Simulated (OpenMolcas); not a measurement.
# Exact exchange and the HOMO–LUMO gap of CH3BClFO (methoxychlorofluoroborane)

The species is CH3BClFO (8 atoms), meant as a singlet with charge 0. SMILES: `COB(F)Cl`. The shape is that of a PBE0-D4/def2-TZVP optimisation. This is one conformer, not always the lowest.

The HOMO–LUMO gap y, in eV, basis cc-pVDZ; a is the functional's share of exact exchange. Programs: OpenMolcas 26.06.

```
functional     program     a  y (eV)
      TPSS  OpenMolcas     0    7.70
    revPBE  OpenMolcas     0    7.47
     B3LYP  OpenMolcas   0.2    9.48
      PBE0  OpenMolcas  0.25       ?
     BHLYP  OpenMolcas   0.5   12.56
```

Task: Fit y = c + s·a to the known rows and predict PBE0.

Result: 
1. Means of the 4 rows: a = 0.1750, y = 9.303.
2. Σ(Δa)² = 0.1675, Σ(Δa·Δy) = 1.6643, so the slope is 1.6643/0.1675 = 9.9361.
3. Intercept: 9.303 − (9.9361) × 0.1750 = 7.564. The largest residual of the fit is 0.14.
4. PBE0: 7.564 + (9.9361) × 0.25 = 10.05 eV.

The run gave 10.02 eV, so the prediction is off by +0.03 eV, within the largest residual. Exact exchange lowers occupied levels and raises empty ones. The rows mix families of semi-local functionals, which the line can't see.

The gap widens with every step up in exact exchange, from 7.47 and 7.70 eV for the two semi-local functionals to 12.56 eV for BHLYP. The near-linear rise follows from the exchange operator entering in proportion to its share, with orbital relaxation adding only a modest correction. A semi-local potential acts almost alike on filled and empty orbitals, whereas non-local exchange stabilises an electron only through its overlap with occupied orbitals, a benefit the LUMO largely lacks. The steep slope suggests a compact HOMO, probably of chlorine and oxygen lone-pair character, for which this exchange term is large. The PBE0 result supports interpolation between the hybrids, but not the accuracy of any one gap. With more exact exchange, the orbital gap moves towards the difference between ionisation energy and electron affinity, and so away from the optical excitation energy. The LUMO of so small a closed-shell borane is probably unbound, in which case its level, and with it the absolute gap, would fall once diffuse functions were added.
